**Student:** For a clean tight-binding ring the current commutes with the Hamiltonian, so the retarded current correlator vanishes at every frequency. The Matsubara correlator at zero frequency comes out positive. The retarded function is supposed to be the continuation of the Matsubara one, so one of my results must be wrong.

**Lecturer:** Both are right. Let us fix premises. Set $\hbar=k_B=1$ and $\beta=1/T<\infty$. The Hilbert space is finite, $H|a\rangle=E_a|a\rangle$, $p_a=e^{-\beta E_a}/Z$, and in the grand canonical ensemble $H$ includes $-\mu N_e$. Let $A$ be Hermitian and bosonic (even in fermion operators), $\delta A=A-\langle A\rangle$, $A(\tau)=e^{\tau H}Ae^{-\tau H}$. With $\Omega_l=2\pi lT$ and a sign that makes susceptibilities positive,

$$\chi(i\Omega_l)=\int_0^\beta d\tau\,e^{i\Omega_l\tau}\langle\delta A(\tau)\,\delta A\rangle,\qquad \chi^R(z)=i\int_0^\infty dt\,e^{izt}\langle[A(t),A]\rangle,\quad \mathrm{Im}\,z>0 .$$

First, the meaning of $l=0$. Perturb with $H_\lambda=H-\lambda A$ and let the system re-equilibrate at the same $T$. Cut $e^{-\beta H_\lambda}$ into many thin slices and differentiate one slice at a time. This gives the Duhamel formula

$$\partial_\lambda e^{-\beta H_\lambda}\big|_0=\int_0^\beta d\tau\,e^{-(\beta-\tau)H}Ae^{-\tau H}.$$

Apply it to $\langle A\rangle_\lambda=\mathrm{Tr}(e^{-\beta H_\lambda}A)/Z_\lambda$. The numerator yields $\int_0^\beta\langle A(\tau)A\rangle d\tau$. Cyclicity of the trace gives $\partial_\lambda Z=\beta Z\langle A\rangle$, so the denominator yields $-\beta\langle A\rangle^2$. Hence

$$\chi_T\equiv\partial_\lambda\langle A\rangle_\lambda\big|_0=\int_0^\beta d\tau\,\langle\delta A(\tau)\delta A\rangle=\chi(i\Omega_0).$$

**Student:** So $l=0$ is the isothermal susceptibility. I still expect the Kubo formula to give the same number for a slow field.

**Lecturer:** Insert eigenstates in both. In imaginary time $\langle A(\tau)A\rangle=\sum_{ab}p_a|A_{ab}|^2e^{\tau(E_a-E_b)}$. For $E_a\ne E_b$, use $e^{i\Omega_l\beta}=1$ and $p_ae^{\beta(E_a-E_b)}=p_b$:

$$p_a\int_0^\beta d\tau\,e^{(i\Omega_l+E_a-E_b)\tau}=\frac{p_b-p_a}{i\Omega_l+E_a-E_b}=\frac{p_a-p_b}{E_b-E_a-i\Omega_l}.$$

For $E_a=E_b$, which includes $a=b$, the term does not depend on $\tau$, and $\int_0^\beta e^{i\Omega_l\tau}d\tau=\beta\,\delta_{l,0}$. The constant $-\langle A\rangle^2$ integrates the same way. In real time $\langle[A(t),A]\rangle=\sum_{ab}(p_a-p_b)|A_{ab}|^2e^{i(E_a-E_b)t}$, and $i\int_0^\infty e^{ixt}dt=-1/x$ for $\mathrm{Im}\,x>0$, so

$$\chi^R(z)=\sum_{E_a\neq E_b}|A_{ab}|^2\,\frac{p_a-p_b}{E_b-E_a-z}.$$

Terms of equal energy are absent because $p_a-p_b=0$ exactly. This function has no pole at $z=0$, so $\chi^R(0)=\lim_{z\to0}\chi^R(z)$ exists. Comparing, and letting the rational expression define $\chi^R$ at $l\le0$ as well,

$$\boxed{\;\chi(i\Omega_l)=\chi^R(i\Omega_l)+\delta_{l,0}\,\mathcal A,\qquad \mathcal A=\chi_T-\chi^R(0)=\beta\Big[\sum_{E_a=E_b}p_a|A_{ab}|^2-\langle A\rangle^2\Big]\;}$$

**Student:** Could that bracket be negative?

**Lecturer:** No. Let $P_E$ project on the level $E$ and define $\bar A=\sum_EP_EAP_E$. It is the long-time average of $A(t)$, since the oscillating matrix elements average away, and it commutes with $H$. Then $\langle\bar A\rangle=\langle A\rangle$ and $\langle\bar A^2\rangle=\sum_{E_a=E_b}p_a|A_{ab}|^2$, so $\mathcal A=\beta\langle(\delta\bar A)^2\rangle\ge0$. All $p_a$ are positive, so $\mathcal A=0$ only if $\bar A$ is a multiple of the identity. Physically, Kubo's system is isolated: a slow field deforms the states and leaves the populations alone. A bath also changes the populations, and $\mathcal A$ is the response of the conserved part $\bar A$ to that change.

**Student:** Then the continuation is at fault. I could insist on a function that passes through the $l=0$ point too.

**Lecturer:** Not an admissible one. Here $\chi^R$ is a rational function. Two rational functions that agree at the infinitely many points $i\Omega_l$, $l\ge1$, have a difference whose numerator has infinitely many zeros, so they are identical. The continuation is fixed before $l=0$ is consulted. You can hit the extra point by adding $\mathcal A\,(e^{\beta z}-1)/(\beta z)$, which equals $\mathcal A\,\delta_{l,0}$ at $z=i\Omega_l$, but it grows exponentially as $\mathrm{Re}\,z\to+\infty$, while the defining integral bounds $|\chi^R(z)|$ by $2\|A\|^2/\mathrm{Im}\,z$. In practice, a continuation of data for such a correlator must drop the $l=0$ value or give it a separate parameter.

**Student:** Now the ring. Which quantity is the Drude weight?

**Lecturer:** Take $N$ sites of spinless fermions, lattice constant and carrier charge set to 1, threaded by a flux $\Phi$. The Peierls phase per bond is $\theta=2\pi\Phi/(N\Phi_0)$ with $\Phi_0$ the flux quantum:

$$H(\theta)=-t\sum_j\big(e^{i\theta}c^\dagger_{j+1}c_j+\mathrm{h.c.}\big)+W=H-\theta J-\tfrac12\theta^2K+O(\theta^3),$$

where $W$ holds density terms (potentials, interactions, $-\mu N_e$), $K=-t\sum_j(c^\dagger_{j+1}c_j+\mathrm{h.c.})$ and $J=it\sum_j(c^\dagger_{j+1}c_j-c^\dagger_jc_{j+1})$. The current summed over bonds is $-\partial_\theta H=J+\theta K$. At $\theta=0$ the Hamiltonian is real and $\langle J\rangle=0$.

Drive the isolated ring with $\theta\propto e^{-i\omega t}$. The electric field is $\mathcal E=-\dot\theta=i\omega\theta$, and the current per bond is $\theta[\langle K\rangle+\chi^R(\omega)]/N$ with $A=J$. Dividing by $\mathcal E$,

$$\sigma(\omega)=\frac{i}{\omega+i0}\,\frac{\langle-K\rangle-\chi^R(\omega)}{N}.$$

Since $\mathrm{Re}[i/(\omega+i0)]=\pi\delta(\omega)$, we get $\mathrm{Re}\,\sigma=\pi D\,\delta(\omega)+\sigma_{\rm reg}$. I keep the $\pi$ outside $D$, which is then an energy in units of $t$. In equilibrium with a static flux, $F'=\langle\partial_\theta H\rangle=-\langle J+\theta K\rangle_\theta$ for the thermodynamic potential $F=-T\ln Z$, and the Duhamel step gives the flux stiffness $D_s=F''(0)/N$. Together,

$$D=\frac{\langle-K\rangle-\chi^R(0)}{N},\qquad D_s=\frac{\langle-K\rangle-\chi(i\Omega_0)}{N},\qquad D-D_s=\frac{\mathcal A}{N}.$$

**Student:** Kohn's argument of 1964 ties $D$ to the curvature of energy in flux. Is $F''$ not that curvature?

**Lecturer:** It is for a nondegenerate ground state at $T=0$. At $T>0$, choose within each degenerate level the basis that follows the branches $E_a(\theta)$, in which $J$ is diagonal on that level. Perturbation theory gives $E_a'=-J_{aa}$ and $E_a''=\langle a|{-K}|a\rangle-2\sum_{E_b\neq E_a}|J_{ab}|^2/(E_b-E_a)$. Weight with $p_a$ and symmetrise in $a\leftrightarrow b$: the factor $2p_a$ becomes $p_a-p_b$, and $\sum_ap_aE_a''=ND$. Differentiating $F=-T\ln\sum_ae^{-\beta E_a(\theta)}$ twice gives

$$F''=\sum_ap_aE_a''-\beta\Big[\sum_ap_aE_a'^2-\Big(\sum_ap_aE_a'\Big)^2\Big].$$

The second term is $-\mathcal A$, obtained without any Green's function. So $D$ is the average of the curvatures and $D_s$ the curvature of the free energy.

**Student:** And my clean ring?

**Lecturer:** With $W=-\mu N_e$ and $k=2\pi n/N$, $K=\sum_k\epsilon_kn_k$ and $J=\sum_kv_kn_k$, where $\epsilon_k=-2t\cos k$, $v_k=2t\sin k$. Then $\bar J=J$ and $\chi^R\equiv0$, as you found. In the grand canonical ensemble the occupations are independent, with mean $f_k=1/(e^{\beta(\epsilon_k-\mu)}+1)$ and variance $f_k(1-f_k)$, so

$$ND=-\sum_k\epsilon_kf_k,\qquad \chi(i\Omega_l)=\delta_{l,0}\,\mathcal A,\qquad \mathcal A=\beta\sum_kv_k^2f_k(1-f_k).$$

Because $\frac{d}{dk}(v_kf_k)=-\epsilon_kf_k-\beta v_k^2f_k(1-f_k)$, the stiffness is $D_s=N^{-1}\sum_k\frac{d}{dk}(v_kf_k)$. For $N\to\infty$ at fixed $T$ this is the integral of a derivative of a periodic function, so $D_s\to0$ and $D\to\mathcal A/N$. A large ballistic ring is a perfect conductor without flux rigidity, and its entire Drude weight equals the anomalous term per site.

**Student:** How fast does $D_s$ die?

**Lecturer:** At $\mu=0$ there is a closed form. Write $1+e^{-\beta\epsilon}=2e^{-\beta\epsilon/2}\cosh(\beta\epsilon/2)$, note $\sum_k\cos(k-\theta)=0$, and use $\cosh(\beta\epsilon/2)=\prod_{n\ge0}(1+\epsilon^2/\omega_n^2)$ with $\omega_n=(2n+1)\pi T$. The flux dependence of $F$ is then that of $-T\sum_{n\ge0}\ln\prod_k[\omega_n^2+4t^2\cos^2(k-\theta)]$. Next, $\prod_k[2\cos\varphi-2\cos(k-\theta)]=2\cos N\varphi-2\cos N\theta$, because both sides are monic polynomials of degree $N$ in $2\cos\varphi$ with the same roots. Put $\varphi=\pi/2-i\kappa_n$ with $\sinh\kappa_n=\omega_n/2t$, so that $2\cos\varphi=i\omega_n/t$. For $N=4p+2$, $\cos N\varphi=-\cosh N\kappa_n$, and the squared modulus of the identity shows that the product over $k$ is $4t^{2N}(\cosh N\kappa_n+\cos N\theta)^2$. Therefore $F=\text{const}-2T\sum_n\ln(\cosh N\kappa_n+\cos N\theta)$ and

$$D_s=2NT\sum_{n\ge0}\frac{1}{1+\cosh N\kappa_n},$$

which falls as $4NT\,e^{-N\kappa_0}$ once $N\kappa_0\gg1$.

**Student:** Give me numbers.

**Lecturer:** Take the illustrative model $N=10$, $\mu=0$, $T=0.2\,t$. The levels come in pairs $\pm|\epsilon|$, and $f(-|\epsilon|)-f(|\epsilon|)=\tanh(\beta|\epsilon|/2)$. With $g$ states at each sign of the energy, a row contributes $g|\epsilon|\tanh(\beta|\epsilon|/2)$ to $\langle-K\rangle$ and $2g\beta v^2f(1-f)$ to $\mathcal A$, with $v^2=4t^2-\epsilon^2$.

| $\lvert\epsilon\rvert/t$ | $g$ | $\tanh(\beta\lvert\epsilon\rvert/2)$ | part of $\langle-K\rangle/t$ | $v^2/t^2$ | $f(1-f)$ | part of $\mathcal A/t$ |
|---|---|---|---|---|---|---|
| 2 | 1 | 0.99991 | 1.9998 | 0 | not needed | 0 |
| 1.618 | 2 | 0.99939 | 3.2341 | 1.382 | $3.06\times10^{-4}$ | 0.0085 |
| 0.618 | 2 | 0.91297 | 1.1285 | 3.618 | 0.04162 | 3.0117 |

The sums are $\langle-K\rangle=6.3624\,t$ and $\mathcal A=3.0202\,t$, so $F''=3.3422\,t$. The model's values are

$$D=0.6362\,t,\qquad \mathcal A/N=0.3020\,t,\qquad D_s=0.3342\,t .$$

The closed form confirms the last one: $\kappa_0=0.3092$, the $n=0$ term is $0.3324\,t$, and the full sum is $0.3342\,t$. Anyone who inserts $\chi(i\Omega_0)$ into the formula for $D$ loses 47 per cent of it. For $N=50$ at the same temperature, $D=0.626\,t$ while $D_s=7.7\times10^{-6}\,t$, and the same slip loses practically all of it.

**Student:** The result hangs on exact degeneracy, and that looks fragile. One weak impurity splits $k$ and $-k$. Does a finite part of the physics then vanish discontinuously?

**Lecturer:** One limit jumps, and the rest is smooth. Add $Vn_0$. The pair recombines into $\cos kj$ and $\sin kj$. To first order the even state shifts by $2V/N$ and the odd one stays, so the splitting is $\Delta=2V/N$, and $J$ connects the two with modulus $|v_k|$. For independent fermions a transition $r\to s$ between one-particle levels has net weight $f_r(1-f_s)-f_s(1-f_r)=f_r-f_s$. With $f_\mp$ the occupations of the lower and upper level and $\beta\Delta\ll1$,

$$\chi^R_{\rm pair}(z)=v_k^2(f_--f_+)\Big[\frac1{\Delta-z}+\frac1{\Delta+z}\Big]\simeq2\beta v_k^2f_k(1-f_k)\,\frac{\Delta^2}{\Delta^2-z^2}.$$

At $z\to0$ this is just what the pair contributed to $\mathcal A$ in the clean ring. The anomaly itself is now zero. The one-particle levels are nondegenerate with real eigenvectors, and $J$ is an imaginary antisymmetric matrix, so its diagonal elements vanish, and it connects only many-body states that differ by one move between levels of unequal energy. Thus $\bar J=0$ and $D=D_s$. For $V=0.01\,t$, $\Delta=0.002\,t$, and the curvatures of the ten levels weighted with their occupations give $D=0.334\,t$, the clean $D_s$ to these figures. The weight that left the delta function sits in $\sigma_{\rm reg}$ at $\omega=\pm\Delta$. A probe with $\omega\gg\Delta$, still below the spacing between pairs, sees the clean weight, and only $\omega\ll\Delta$ sees the reduced one.

On the Matsubara axis almost nothing happens. At $\Omega_1=2\pi T=1.257\,t$ the pair term is suppressed relative to $l=0$ by $(\Delta/\Omega_1)^2=2.5\times10^{-6}$. Transitions between different pairs enter at the same order $V^2/N^2$, so that figure gives only the scale of $\chi(i\Omega_1)$. Data at integer $l$ with a realistic statistical error cannot tell a true $\delta_{l,0}$ from spectral weight at $|\omega|\ll T$.

**Student:** So where may I use the boxed formula?

**Lecturer:** It is exact in linear response for a Hermitian bosonic $A$, any interaction, $T>0$ and a finite Hilbert space. For an infinite discrete spectrum the Lehmann sums must converge, and uniqueness of the continuation then rests on analyticity and the bound on growth in place of rationality. Fermionic correlators have no zero Matsubara frequency and no such term. Five cautions apply.

1. $\chi^R(0)$ means that $\omega$ and the switching rate lie below every splitting $|E_a-E_b|\neq0$ that $A$ connects. At coarser resolution, levels split by less than the resolution (and by much less than $T$) count as degenerate.
2. Linearity in $\theta$ needs $|v\theta|\ll T$ for the isothermal response. For the static Kubo response of a split pair it needs $|v\theta|\ll\Delta$, because the levels run as $\pm\sqrt{\Delta^2/4+v^2\theta^2}$ about their mean.
3. $\chi_T$ presumes a bath that can change $\bar A$. For the clean ring it must be able to relax the current.
4. The formula holds in either ensemble, but the values of $D$, $D_s$ and $\mathcal A$ for a small ring depend on it. Those above are at fixed $\mu$.
5. For a nondegenerate ground state with gap $E_g$, the variance of $\bar A$ is of order $e^{-\beta E_g}$, so $\mathcal A\to0$ as $T\to0$ at fixed $N$. The limits $T\to0$ and $N\to\infty$ do not commute: in the clean ring with $N=4p+2$ at $\mu=0$, cooling first gives $D_s=D$, while enlarging first gives $D_s=0$, with the crossover at $N\kappa_0\approx\pi NT/2t\sim1$.